Q: This aluminate anion carries three fluorophenoxide groups with the same bonds and one cyanoethoxide. Why do its frontier levels come in clumps, and why are three equal rings not equal in energy?

Kohn–Sham orbitals of the (2-cyanoethoxy)tris(4-fluorophenoxy)aluminate anion (charge −1, singlet), calculated with PySCF 2.14.0 at the B3LYP/6-31G(d) level with density fitting, for one conformer in the gas phase at its GFN2-xTB geometry. Atom weights are fractions of each orbital from Löwdin populations.

```
row  orbital energy (eV)  orbital label  orbital largest atom weight
  1               -4.050         HOMO-4                        0.270
  2               -3.960         HOMO-3                        0.490
  3               -2.800         HOMO-2                        0.150
  4               -2.770         HOMO-1                        0.220
  5               -2.510           HOMO                        0.190
  6                2.580           LUMO                        0.250
  7                2.700         LUMO+1                        0.250
  8                2.900         LUMO+2                        0.260
  9                3.330         LUMO+3                        0.240
```

A: Three sizes are worth remembering. The filled and empty frontier π levels of one ring lie a little over 5 eV apart. The oxygen and fluorine on a ring split each of its π pairs by about 1 eV. Placing the same ring in different surroundings within the anion moves its levels by a few tenths of an eV. The first two sizes make the clumps, and the third spreads the levels inside them.

Q: How do you know which level belongs to which ring?

A: The orbital label only counts outward from the highest filled orbital (HOMO) and the lowest empty one (LUMO), so the energies rise down the table by construction. The largest atom weight is the share of the orbital on its leading atom, and the identity of the leading atoms, which the run lists separately from this table, assigns the level. Call the rings A, B and C. HOMO-2, HOMO-1 and HOMO belong mainly to B, A and C, while LUMO, LUMO+1 and LUMO+2 belong to A, B and C. HOMO-4 is a second filled level of ring C, LUMO+3 a second empty level of ring A, and HOMO-3 sits mainly on the alkoxide oxygen.

Q: Several of those weights are close to one quarter. Is that an accident?

A: No, it is the signature of benzene. Number the ring carbons j = 0 to 5, starting at the one that bears oxygen, so that fluorine sits at j = 3. In the Hückel picture the highest filled π level of benzene is a pair of standing waves around the ring, and squaring and normalising them gives the weights:

sin²(πj/3)/3 = 0 at j = 0 and 3, and 1/4 on the other four carbons

cos²(πj/3)/3 = 1/3 at j = 0 and 3, and 1/12 on the other four carbons

The lowest empty pair has more nodes but the same two sets of weights. HOMO-4 and the first three empty orbitals follow the sine pattern, with leading weights of 0.25 to 0.27. Each of these orbitals is thus confined almost wholly to four carbons of one ring and is not spread over the anion.

Q: LUMO+3 also has a weight near one quarter, yet it lies well above the other three.

A: There the similar number hides a different shape. Its two leading carbons are those that bear oxygen and fluorine, with 0.24 and 0.23, and the next carbon has only 0.08. That is the cosine pattern, diluted because part of the orbital has moved off the ring carbons. LUMO and LUMO+3 are therefore the two partners of one benzene pair on ring A, and they are no longer degenerate.

Q: What separates the partners?

A: Theory gives a simple reason. Oxygen and fluorine carry filled lone pairs that can mix with the π system, but only through the carbons to which they are bound. The sine partner has a node at both carbons and hardly notices them. The cosine partner has its largest weight there, and mixing with the deeper lone pairs pushes it up. This happens in the filled and in the empty pair alike.

For weak mixing the push is about V²/Δ, where V is the coupling and Δ the energy distance between lone pair and ring level. The mixing here is not weak, so the formula can suggest which pair splits more, but not by how much. V is similar for both pairs, because the cosine partners have the same weight on the two carbons. Δ is smaller for the filled pair, which should therefore split more. The table agrees: the filled pair of ring C is split by 1.54 eV and the empty pair of ring A by 0.75 eV.

This is also where the analogy with benzene ends. Benzene has no such lone pairs, and its pairs stay degenerate. It supplies the shapes of the orbitals here, but not their energies.

Q: So the three highest filled levels are the raised partners. Why is their leading weight so low?

A: Each of them is a ring wave mixed out of phase with an oxygen lone pair, so it is shared between the oxygen and several carbons. The leading atom is the oxygen in all three, with a weight of only 0.15 to 0.22. These are the usual highest orbitals of a phenoxide.

Q: HOMO-3 breaks the pattern. It has by far the largest weight, and it lies below the phenoxide levels, although an alkoxide is the stronger base.

A: HOMO-3 is mainly a lone pair of the alkoxide oxygen, which holds 0.49 of it, with a smaller share on the oxygen of ring C. The alkoxide oxygen has no ring attached, so there is no ring π level that its lone pair could push up to form a high level like those of the phenoxides. The orbital also stays next to the positively charged aluminium, whereas a phenoxide orbital extends away from it. These two arguments would explain the direction of the 1.16 eV step up to HOMO-2, though the calculation neither tests them nor separates their shares. The same order is familiar from neutral molecules, where phenol gives up an electron more easily than a simple alcohol does.

Q: Now the equal rings. What makes them differ?

A: The rings are connected in the same way, so the difference must come from the shape of this one conformer. My guess is electrostatic: each ring sees the negative oxygens and the polar C–F bonds of its neighbours from a different distance and angle. A potential that is nearly uniform over a ring would lift its filled and empty levels together. That gives a simple model which can be tested without fitting anything.

Take ring A as the reference and give every ring the same gap between its phenoxide level and its first empty level. For ring C the estimate runs as follows:

gap of ring A = 2.58 − (−2.77) = 5.35 eV

empty level of ring C = −2.51 + 5.35 = 2.84 eV

The calculation gives 2.90 eV, so most of the upward shift of ring C is indeed common to both levels.

Q: Does it work for ring B too?

A: No. The same steps put the empty level of ring B 0.15 eV too low, and even below that of ring A, while the table has it above. Assuming no shift at all would do slightly better for this ring. The printed analysis after this exchange lists both comparisons. A common shift thus comes close for ring C but fails for ring B, where something must act differently on the two orbitals.

The bond orders of the run point to the oxygen. On ring B it is bound more strongly to aluminium than on ring A, and slightly less strongly to its ring. It should therefore push the phenoxide level up less, while the first empty level has a node at that carbon and hardly notices.

Mixing between rings B and C also plays a part. HOMO and HOMO-2 are less concentrated on their leading atoms than HOMO-1, as expected if each has borrowed from the other ring. The excited states of the run agree: the triplet state whose electron sits on ring B takes its hole mainly from HOMO-2, but a good part of it from HOMO. In a simple two-level picture such mixing pushes the two filled levels apart by equal amounts. Undoing it would improve the prediction for ring B at the expense of ring C, so it is only part of the answer, and the close match for ring C probably owes something to chance.

Q: Which ring then decides the HOMO–LUMO gap?

A: Two different rings do. Ring C has the highest filled level and ring A the lowest empty one, so the gap of 5.09 eV runs from one ring to another. It is smaller than the gap within any single ring, which is 5.35 eV or more. Moving an electron from HOMO to LUMO moves it by about 6 Å, and the calculated transition is almost dark because the two orbitals barely overlap.

If the pairs split by similar amounts in all three rings, the same ordering also explains which second partners show up in the table. Ring C lies highest, so its lower filled partner is the first to appear below the phenoxide levels, as HOMO-4. Ring A has the lowest empty level, and its upper partner is the first to appear above the three sine-type levels, as LUMO+3.

Q: May I read the energies as the cost of removing or adding an electron?

A: Not directly. Removing an electron costs 3.96 eV when the anion and the ionised molecule are calculated separately at the same geometry, against 2.51 eV from the HOMO energy with its sign reversed. Such a shortfall is usual for this kind of functional, in which an electron partly repels itself and its level lies too high.

The empty levels need more care. They have positive energies in an isolated anion, so an added electron would not be bound in them, and it is the compact basis that holds these orbitals on the rings. With diffuse functions, spread-out orbitals could appear among them and take over the labels. What the table supports is the comparison between π levels of the rings, in this conformer and this basis.

Output of the analysis:

```
Weight on the four leading atoms:
  row  energy_eV  largest  sum_of_four
    1      -4.05    0.269        0.985
    2      -3.96    0.487        0.773
    3       -2.8    0.155        0.513
    4      -2.77    0.223        0.656
    5      -2.51    0.187        0.549
    6       2.58    0.253        0.959
    7        2.7    0.254        0.965
    8        2.9    0.255        0.962
    9       3.33    0.242        0.622
Benzene weight on ring carbons bearing O and F, partner without node there: 0.3333
LUMO+3: least weight outside the six carbons of ring A: 0.23
Ring C, occupied pair splitting HOMO less HOMO-4 (eV): 1.54
Ring A, empty pair splitting LUMO+3 less LUMO (eV): 0.75
Ratio of occupied to empty splitting: 2.053
Lowest phenoxide level HOMO-2 above alkoxide level HOMO-3 (eV): 1.16
Own gap of ring A, LUMO less HOMO-1 (eV): 5.35
Own gap of ring B, LUMO+1 less HOMO-2 (eV): 5.5
Own gap of ring C, LUMO+2 less HOMO (eV): 5.41
HOMO-LUMO gap, ring C to ring A (eV): 5.09
Ring C above ring A, occupied level (eV): 0.26
Ring C above ring A, empty level (eV): 0.32
Ring B above ring A, occupied level (eV): -0.03
Ring B above ring A, empty level (eV): 0.12
Ring C above ring B, occupied level (eV): 0.29
Ring C above ring B, empty level (eV): 0.2
Common-shift model, LUMO+1 predicted less computed (eV): -0.15
Common-shift model, LUMO+2 predicted less computed (eV): -0.06
Vertical ionisation energy less minus-HOMO (eV): 1.45
```
